### Electrons of copper by depth

A copper atom brings eleven valence electrons into the metal: in the simplest count, ten in 3d orbitals and one in 4s. In the solid these levels broaden into bands, which overlap in energy. The table cuts the bands into energy windows measured from the Fermi level, the border between occupied and empty states. For each window it gives the number of states, the 4s and 3d shares, and the share of the cell that the states fill, which is 1 for a perfectly even density and small for a compact one.

Scalar-relativistic PBE calculation with Ansatz 0.2.0 for fcc copper (unrelaxed one-atom cell), using PAW, a 420 eV plane-wave cutoff, a 16×16×16 k mesh, Gaussian smearing of 0.05 eV and no spin polarisation. States are counted in electrons per cell, and the 4s and 3d shares are fractions of the total Löwdin projection.

| bottom of the window, from the Fermi level (eV) | top of the window (eV) | states in the window (per cell) | share of the cell that they fill | share of Cu 4s | share of Cu 3d |
| --- | --- | --- | --- | --- | --- |
| -9.40 | -6.25 | 0.32 | 0.96 | 0.93 | 0.06 |
| -6.25 | -3.13 | 3.98 | 0.16 | 0.11 | 0.89 |
| -1.20 | 0.00 | 0.45 | 0.15 | 0.40 | 0.60 |
| -0.25 | 0.25 | 0.14 | 0.20 | 0.53 | 0.47 |
| 0.00 | 1.20 | 0.34 | 0.28 | 0.62 | 0.38 |

### 1. Which window is most densely packed with states?

The windows differ in width, so the fair measure is states per eV. The window from -6.25 to -3.13 eV, called the lower d window below, leads with 1.28 per eV, about 4.5 times the value just above the Fermi level. Its states are mostly 3d. These orbitals are small and overlap little with those of neighbouring atoms, so their levels stay close together. The large 4s orbitals overlap strongly, and their few states are stretched over many eV.

The densest part of the d band lies higher still. The three occupied windows that do not overlap hold 4.75 electrons, which leaves 6.25 of the eleven for the range between -3.13 and -1.20 eV. That is about 3.2 per eV.

### 2. Why do the deepest electrons fill the cell almost evenly?

Between -9.40 and -6.25 eV the states fill 0.96 of the cell and are 93% 4s in character. At the bottom of an s band, the orbitals of all atoms add in phase. Their tails merge, and the density hardly drops between the atoms. Such electrons should behave almost as if they were free.

This can be tested by counting. Free electrons in a volume $V$ fill all wave numbers up to $k$, and $k$ follows from the height $E$ above the band bottom:

$$N=\frac{V k^3}{3\pi^2},\qquad k^2=\frac{E}{\hbar^2/2m},\qquad \frac{\hbar^2}{2m}=3.81\ \text{eV Å}^2 .$$

With the cell volume of 11.81 Å³ and the window's width of 3.15 eV as $E$,

$$N=\frac{11.81\times(3.15/3.81)^{3/2}}{3\pi^2}\approx 0.30 .$$

The calculation gives 0.32 states, a few per cent more than this estimate, which has no adjustable constant. It does assume that the band starts at the window's lower edge; a higher start would lower the estimate.

The picture breaks down in the next window. Taken up to -3.13 eV, the height doubles to 6.27 eV, and the free-electron count grows to $0.30\times(6.27/3.15)^{3/2}\approx0.84$. The lower d window should then add only about 0.5 states, but it holds 3.98. The excess comes from the d band, which a free-electron model does not contain.

### 3. If the d band is full, why is there 3d character at the Fermi level?

A full d band does not mean that 3d character ends where the band ends. A crystal state may combine orbitals of several kinds, and it does so most strongly when their energies are close. The broad s-p band runs through the d band and comes out above it, still carrying some 3d character. That admixture should fade with distance from the d band.

The table shows this order. The 3d share is 0.60 in the window just below the Fermi level and 0.38 in the one just above. The narrow window across the Fermi level overlaps both and, as expected, lies between them. The fall is a computed result; mixing between the bands is the standard explanation for it.

The functional matters here. PBE places copper's d band too close to the Fermi level, by roughly half an eV. The 3d share just below the Fermi level is therefore probably somewhat too high.

### 4. Do the two shares describe the whole of each state?

They divide only the part of a state that the atomic orbitals used for the analysis can reproduce. In the two deepest windows this is practically everything; the projected totals even come out one to three per cent above the counts, which can only be a numerical error. Just above the Fermi level the projections recover only about seven tenths of the counted states. Much of the remainder is probably 4p character, which copper's conduction states are known to have; some of it may be an error of the k mesh.

The 62% of 4s in that window is thus a share of the recovered part, not of the whole. The trend in 3d survives the correction. If the unrecovered part holds no 3d, the share of all states is roughly $0.60\times0.9\approx0.5$ just below the Fermi level and $0.38\times0.7\approx0.3$ just above.

### 5. Why does less 3d character not always mean more spread-out electrons?

From the lower d window to the window just below the Fermi level, the 3d share drops from 0.89 to 0.60. More 4s character should spread the electrons out, yet the filled share of the cell stays at about 0.15. The difference of 0.01 between the two rows is too small to interpret; the surprise is that there is no clear rise.

The density in the hole between the atoms helps to locate the cause. Relative to an even density, it is 0.28 in the lower d window and 0.34 just below the Fermi level. The upper states are therefore not emptier there. Beyond about 0.8 Å from the nuclei, the density of both windows stays below the even value everywhere, so what makes them compact lies closer in.

A likely reason is the difference between bonding and antibonding states. At the bottom of a d band, neighbouring orbitals add in phase and the d functions expand towards each other. At the top they are out of phase, and the d functions contract. The same is expected of the 3d part of the mixed states just above the band, which fill the window below the Fermi level. The two windows may also hold the five d orbitals in different proportions, which would change how evenly the density is spread around each atom; the table does not separate the two effects.

### 6. Which digits hold at the Fermi level itself?

The window from -0.25 to 0.25 eV contains 0.14 states, mainly because it is narrow: half the width would give roughly half the count. Its projected total is about 0.02 states higher than this count, although by question 4 the projections should recover less than the full count here. For one and the same set of states that is impossible, so the two totals were probably summed over the k mesh in different ways, and the mesh is too coarse for them to agree. The s-p band is steep, so its energy changes strongly from one point of the k mesh to the next, and a narrow window catches few points.

A density of about 0.3 states per eV is still a fair reading, because the wider windows below and above the Fermi level give 0.38 and 0.28. The second digit of the shares in this row is not reliable, and a finer mesh would be the first setting to change.

### 7. What would zinc change?

Zinc has one more proton, which pulls the compact 3d orbitals down more strongly than the outer 4s and 4p orbitals. The d band then lies much farther below the Fermi level. By the reasoning of question 3, the states near the Fermi level should contain less 3d character. The quantity to compare between such metals is the distance from the d band to the Fermi level, not merely whether the d band is full.

The printed output below gives the densities, electron counts and free-electron estimate used here. Its ratios are formed from the rounded counts of the table, so their second decimal is uncertain.

The analysis program printed:

```
States and projections:
    row  width in eV  states per eV  projected over counted states  4s plus 3d share  hole density over even density
   -9.4         3.15         0.1016                          1.012              0.99                          0.9168
  -6.25         3.12          1.276                          1.025                 1                          0.2791
   -1.2          1.2          0.375                         0.8962                 1                          0.3365
  -0.25          0.5           0.28                          1.158                 1                          0.4489
    0.0          1.2         0.2833                         0.7279                 1                          0.5456
Valence electrons in the three occupied windows without overlap: 4.75
Valence electrons left for the unlisted range: 6.25
Width of the unlisted range in eV: 1.93
States per eV in the unlisted range: 3.238
Same density over that of the lower d window: 2.539
Density of states of lower d window over that just above the Fermi level: 4.502
Free-electron count in the lowest window: 0.2999
Computed count over free-electron count in the lowest window: 1.067
Fall of the 3d share from just below to just above the Fermi level: 0.22
3d share of lower d window less that just below the Fermi level: 0.29
Spread of lower d window less that just below the Fermi level: 0.01
```
